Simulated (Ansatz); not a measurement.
Level of theory: DFT PBE, scalar-relativistic, plane waves, PAW in Ansatz. All cells share a 420 eV cutoff and Γ-centred k meshes spaced at most about 0.3 Å⁻¹ (about 0.25 or finer for metals, 2π included). No spin polarisation in the final relaxations.

These are static total energies at zero pressure.

Compare these two cells of Al₄Cu, each relaxed at this level.

A.

```
CELL_PARAMETERS angstrom
-1.36795 2.97799 5.26982
1.36795 -2.97799 5.26982
1.36795 2.97799 -5.26982
ATOMIC_POSITIONS crystal
Al 0.58814 0.36428 0.22387
Al 0.14041 0.36428 0.77613
Al 0.85959 0.63572 0.22387
Al 0.41186 0.63572 0.77613
Cu 0.00000 0.00000 0.00000
```

B.

```
CELL_PARAMETERS angstrom
-2.84056 2.84056 2.84056
2.84056 -2.84056 2.84056
2.84056 2.84056 -2.84056
ATOMIC_POSITIONS crystal
Al 0.50000 0.50000 0.50000
Al 0.50000 0.00000 0.00000
Al 0.00000 0.00000 0.50000
Al 0.00000 0.50000 0.00000
Cu 0.00000 0.00000 0.00000
```

**Question.** Which form is favoured at zero pressure, and by what margin per atom?

**Answer.** A is lower, by 112 meV/atom. A has space group Immm (No. 71), 17.2 Å³/atom and no gap on its mesh; B has space group Im-3m (No. 229), 18.3 Å³/atom and no gap. Counting all near atoms (those within 1.25 times the shortest distance at each site; a plus sign parts nearer from farther groups), A has Al 8, Cu 10 and B has Al 2+6, Cu 8. The denser one is the lower, and pressure would at first widen the difference. Both come from invented guesses.

Cells relaxed within their symmetry can be saddle points.

A lies below B by 112 meV/atom, and the difference probably comes from how the aluminium framework fills space. In B, aluminium forms a simple cubic array with copper in only a quarter of its cubes. The rest stay empty, an awkward arrangement for a metal whose nearly free electrons favour dense, even packing. A folds this framework into a more compact one.

The number of neighbours alone doesn't explain the gain: aluminium has eight in both cells, and copper has eight aluminium neighbours in each. Copper's two extra contacts in A are with other copper atoms, in chains along the short axis. With its d shell full, copper probably gains little from them directly.

Even A is roomier than a mixture of the two close-packed elements would be, which suggests that better packings exist at this composition. The ordering of these two cells doesn't show that Al₄Cu would resist separating into aluminium and Al₂Cu, the familiar aluminium-rich equilibrium pair.
